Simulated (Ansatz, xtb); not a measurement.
# Two isomers of C5H5O2P

Structure a is `CC(=O)C1=COC=P1`, a singlet and structure b is `CC(=O)C1=CP=CO1`, a singlet. Both are isolated molecules in the gas phase, relaxed with r2SCAN-D4/def2-SVP, each in the lowest conformer that the search found.

Quicker runs give these differences E(b) − E(a): GFN2-xTB +4.55 kJ/mol; HF/STO-3G −8.72 kJ/mol (at GFN2-xTB geometries); r2SCAN-D4/def2-SVP//GFN2-xTB −6.96 kJ/mol.

Problem. Which of the two would you expect CCSD(T)/def2-SVP + ΔMP2/def2-TZVPP electronic energies to favour?

Solution. Too close to call at this level: CCSD(T)/def2-SVP + ΔMP2/def2-TZVPP gives E(b) − E(a) = −3.55 kJ/mol.

Level by level:

```csv
level,geometry,E(b) − E(a) (kJ/mol),departure from the last row (kJ/mol),"job, with rough time for the two"
GFN2-xTB,GFN2-xTB,+4.55,+8.10,"optimisation, 0.15 s"
HF/STO-3G,GFN2-xTB,−8.72,−5.18,"single point, 0.42 s"
r2SCAN-D4/def2-SVP//GFN2-xTB,GFN2-xTB,−6.96,−3.42,"single point, 3.6 s"
r2SCAN-D4/def2-SVP,r2SCAN-D4/def2-SVP,−6.17,−2.63,"optimisation, 26 s"
HF/def2-SVP,r2SCAN-D4/def2-SVP,+0.67,+4.21,part of the CCSD(T) run
MP2/def2-SVP,r2SCAN-D4/def2-SVP,−3.54,+0.01,part of the CCSD(T) run
CCSD(T)/def2-SVP,r2SCAN-D4/def2-SVP,−1.94,+1.60,single point
CCSD(T)/def2-SVP + ΔMP2/def2-TZVPP,r2SCAN-D4/def2-SVP,−3.55,,"single point, 78 s"
```

As drawn, both hold the same kinds of bond in the same numbers.

The largest departure from CCSD(T)/def2-SVP + ΔMP2/def2-TZVPP is that of GFN2-xTB, 8.10 kJ/mol. The last row adds to CCSD(T) the change of the MP2 difference between the two basis sets, here −1.60 kJ/mol.

With thermal terms from frequencies at re-optimised GFN2-xTB minima (ideal gas, soft modes damped towards free rotors, one conformer each, 298.15 K, 1 atm): on the last row, ΔE + ΔZPE = −3.77, ΔH = −3.83, ΔG = −3.95 kJ/mol.

The correlated steps freeze 12 core orbitals. Programs: Ansatz 0.2.0, xtb 6.7.1; the last row on 4 threads of Arm Neoverse V1 on a shared host.

Both molecules are 1,3-oxaphospholes, with the acetyl group on the carbon next to phosphorus in a and next to oxygen in b. With the ring and bond types unchanged, only substituent conjugation, local electrostatics and steric contacts separate them, hence the small gap. In a, the ring oxygen donates through C=C to the carbonyl, as in a vinylogous ester; in b, the carbonyl extends the C=C–P=C π system. These effects probably nearly cancel.

The slight lean towards b comes from electron correlation: HF/def2-SVP gives +0.67 kJ/mol, MP2 in the same basis −3.54 and CCSD(T) −1.94. This suggests that correlation favours the longer conjugated path through the polarisable phosphorus, with MP2 somewhat overstating the effect. HF/STO-3G also favours b, but its minimal basis describes phosphorus and the polar bonds poorly, so the agreement in sign is probably fortuitous. Thermal terms hardly alter the balance, as expected for such similar frameworks. The small gap does not imply easy interconversion, which would require the acetyl group to migrate or the ring to rearrange.
